**Problem.** The four levels of the 6s6p configuration of Tl⁺ were computed by multireference second-order perturbation theory with spin-orbit coupling added afterwards. A row label gives configuration, term (o for odd parity) and J; all energies are in cm⁻¹.

Energy levels of Tl⁺ from OpenMolcas 26.06: state-averaged CASSCF or RASSCF with PT2 (IPEA shift 0.25 Ha, imaginary shift 0.1 Ha), X2C, ANO-R2 basis, finite nucleus, spin-orbit coupling by RASSI (atomic mean field). Parentheses give the active shells, with at most two electrons in those after +. Energies are relative to 6s² ¹S₀; measured values are from NIST.

| level | measured (cm⁻¹) | MS-RASPT2 (6s 6p + 6d) less measured (cm⁻¹) | SS-CASPT2 (6s 6p 7s 7p) less measured (cm⁻¹) | SS-CASPT2 (6s 6p) less measured (cm⁻¹) | SS-RASPT2 (6s 6p + 6d) less measured (cm⁻¹) |
| --- | --- | --- | --- | --- | --- |
| 6s2 1S 0 | 0 | 0 | 0 | 0 | 0 |
| 6s1.6p1 3Po 0 | 49451 | 2530 | 1980 | 2070 | 1950 |
| 6s1.6p1 3Po 1 | 52394 | 2070 | 1560 | 1670 | 1480 |
| 6s1.6p1 3Po 2 | 61728 | -410 | -1000 | -900 | -1000 |
| 6s1.6p1 1Po 1 | 75663 | -610 | -750 | -400 | -1190 |

**(a) Why are ³P₀ and ³P₁ too high and ³P₂ too low in every column?**

*Solution.* Let T and S be the energies of ³P and ¹P without spin-orbit coupling and let ζ l·s act on the 6p electron. Within ³P the shift is (ζ/4)[J(J+1) − 4]. The levels J = 0 and 2 have no partner in the configuration, so

E(³P₀) = T − ζ, E(³P₂) = T + ζ/2.

The measured interval 61728 − 49451 = 12277 equals 3ζ/2, so ζ = 8185 and T = 57636. For SS-CASPT2 (6s 6p) the levels are 49451 + 2070 = 51521 and 61728 − 900 = 60828, so the interval is 9307, ζ = 6205 and T = 57726. A deficit of 1980 in ζ raises J = 0 by 1980, raises J = 1 by 990 and lowers J = 2 by 990, on top of a common 90. The four columns agree in ζ within 27, and all lie 24 % below the measured value.

The table shows that neither the added shells nor the PT2 variant move ζ; it does not isolate the cause. The standard argument is radial. In a heavy atom 6p₁/₂ contracts towards the nucleus, where the coupling is strong, and 6p₃/₂ expands, whereas these runs use one scalar 6p function for both. Relaxation would enter through spin-orbit mixing with 6s np states, and no such state took part, even in the (6s 6p 7s 7p) run. Other candidates are the mean-field operator, the basis contraction, and 5d correlation, which corrects the energies but not the coupling elements.

This bears on T, which lies within 90 of the measured value in the three single-state columns. Second-order mixing acts as −b(l·s)², and for a p electron (l·s)² = ½ − ½ l·s, so a gain δ in ζ comes with a lowering δ of every level. If much of the missing ζ arises this way, T from the measured levels lies of order 10³ below the true spin-free term, and the agreement is a cancellation.

**(b) ¹P₁ has no first-order splitting. Why is it low, and why is ³P₁ higher than part (a) gives?**

*Solution.* The two J = 1 states mix. The diagonal elements are T − ζ/2 and S, a gap g apart, and the coupling is λζ/√2, with λ = 1 if both terms share the same 6s and 6p functions. The levels repel by a push p with p(g + p) = λ²ζ²/2. The measured values give p = (57636 − 4092) − 52394 ≈ 1149, S = 75663 − 1149 = 74514, g = 20970 and λ = 0.87. The (6s 6p) column gives p = 559, g = 20080 and λ = 0.77, with p uncertain by 10 from the rounding of the table.

The push goes as ζ², so it suffers more than the splitting. The ratio of computed to measured push is 0.575 from ζ², times (0.774/0.871)² = 0.79 from λ², times 22119/20639 = 1.07 from g + p, which makes 0.49. The missing 590 leaves ³P₁ at 90 + 990 + 590 = 1670 and ¹P₁ at 190 − 590 = −400. That error, the smallest in its row, is a partial cancellation: the singlet term itself lies 190 above the value inferred from the measured levels.

Four quantities taken from four levels, column by column, reproduce those levels by construction, so the fit alone is no test. Once the small spin-orbit lowering of the ground level is allowed for, the inferred T and S match within 8 the term energies of the three runs that can be compared, and in MS-RASPT2 the mixing tan²θ = p/(g + p) = 0.0315 matches the 0.0316 from its magnetic-dipole strengths. The electric-dipole ratio, 0.0302, falls slightly short. These agreements show that the model reads the calculation correctly, as it should when only these two odd terms are coupled. For the measured levels S and λ remain effective values that absorb other configurations.

Setting λ = 1 overestimates p by 317 to 357 in all five sets. The usual reason is that exchange makes the singlet's 6p more diffuse than the triplet's, which orbitals optimised per spin allow. Inserting the measured ζ, with T, S and λ kept, cuts the errors of the J = 1 levels in (6s 6p) to +326 and −46; J = 0 and 2 then equal the error of T by construction. The analysis output below lists all columns.

A lighter homologue such as In⁺, with smaller ζ, should lose the push faster than the splitting, and its ratio of the intervals ³P₂–³P₁ and ³P₁–³P₀ should lie nearer the Landé value 2 than the 3.17 measured here.

**(c) What do the second shells and the multistate treatment change?**

*Solution.* The second shells act mainly on the singlet. Relative to (6s 6p), adding 6d in the single-state treatment lowers ¹P₁ by 790 and the triplet levels by 100 to 190; adding 7s 7p lowers ¹P₁ by 350. The MS-RASPT2 run puts 0.017 electron in 6d for ¹P and 0.004 for ³P, taken from 6s, which points to 6p6d mixing that favours the singlet. S − T falls from 100 above the value inferred from measurement to 660 below it, so with the measured ζ the ¹P₁ error of SS-RASPT2 is still −795. Why it overshoots is not shown. The (6s 6p 7s 7p) run also averages a different set of even states, with 6s7s in place of some 6p² terms. Orbitals were optimised separately for each spin and parity, so this can move only the ground level, and hence all four excited levels alike; the extra lowering of ¹P₁ comes from the treatment of the odd states themselves.

MS-RASPT2 lies 580 to 590 above SS-RASPT2 for all four excited levels, constant within rounding. Each odd-parity block holds one term, so multistate mixing cannot move it, while the even singlet block holds both 6s² ¹S and 6p² ¹S. The shift is therefore read as a lowered ground state; that the mixing is overestimated is plausible but unproven. Its −410 for ³P₂, the smallest error in that row, is the −1000 of SS-RASPT2 offset by this shift, which worsens ³P₀ and ³P₁ equally.

Whether 570 in T is an error at all depends on part (a). If radial relaxation supplies the missing ζ, it will also pull all four levels down, and the column with the highest T could become the closest. Which spin-free ³P energy is right stays open until 6s np states enter the coupling.

Output of the analysis:

```
energies in 1/cm; rounding floor: level 5, interval 10, zeta 7, T 5, S 15, push 10, lambda ~0.01
A. exact inversion: interval J0-J2, zeta, T, S, S-T, push | lambda, Lande ratio (LS limit 2)
measured   12277   8185  57636  74514  16878   1149 | 0.871 3.17
CAS sp      9307   6205  57726  74704  16978    559 | 0.774 2.66
CAS 7s7p    9297   6198  57629  74337  16708    576 | 0.782 2.68
SS-RAS 6d   9327   6218  57619  73837  16218    636 | 0.810 2.77
MS-RAS 6d   9337   6225  58206  74424  16218    629 | 0.805 2.76
B. less measured: dzeta, dT, dS, d(S-T), dpush | zeta ratio, its square, push ratio
CAS sp     -1980     90    190    100   -590 | 0.758 0.575 0.487
CAS 7s7p   -1987     -7   -177   -170   -573 | 0.757 0.573 0.501
SS-RAS 6d  -1967    -17   -677   -660   -513 | 0.760 0.577 0.553
MS-RAS 6d  -1960    570    -90   -660   -520 | 0.761 0.578 0.548
C. error split for CAS sp (identity): term + first order + push = error
3Po 0      90   1980      0 =   2070
3Po 1      90    990    590 =   1670
3Po 2      90   -990      0 =   -900
1Po 1     190      0   -590 =   -400
D. lambda=1, same T, zeta, trace: push predicted, found, difference (lambda=0 predicts 0)
measured    1491   1149    342
CAS sp       917    559    357
CAS 7s7p     926    576    350
SS-RAS 6d    953    636    317
MS-RAS 6d    955    629    326
E. run's T, S (with ground lowering), then inferred less run
CAS sp     57724  74712      2     -8
CAS 7s7p   57625  74338      4     -1
MS-RAS 6d  58203  74425      3     -1
F. tan^2 mixing, MS-RAS: energies 0.0315 (+-0.0005); M1 J0 0.0316; M1 J2 0.0316; E1 0.0302
   singlet share of 3P1, %: measured 4.9, CAS sp 2.6, CAS 7s7p 2.7, SS-RAS 6d 3.1, MS-RAS 6d 3.1
G. measured zeta put in, T S lambda kept: errors J0 J1 J2 1P1 | rms before, after | worst before, after
CAS sp        90    326     90    -46 |   1418    176 | 3Po 0, 3Po 1
CAS 7s7p      -7    201     -7   -384 |   1407    217 | 3Po 0, 1Po 1
SS-RAS 6d    -17    102    -17   -795 |   1450    401 | 3Po 0, 1Po 1
MS-RAS 6d    570    701    570   -221 |   1675    545 | 3Po 0, 3Po 1
   (J0 and J2 equal dT by construction)
H. level shifts J0 J1 J2 1P1: MS less SS RAS    580    590    590    580
   SS-RAS 6d less CAS sp   -120   -190   -100   -790
   CAS 7s7p less CAS sp     -90   -110   -100   -350
I. zeta spread over columns 27; mean deficit 1973 = 24.1 %
   if second order supplied that deficit, it would lower T by as much (identity, upper case)
```
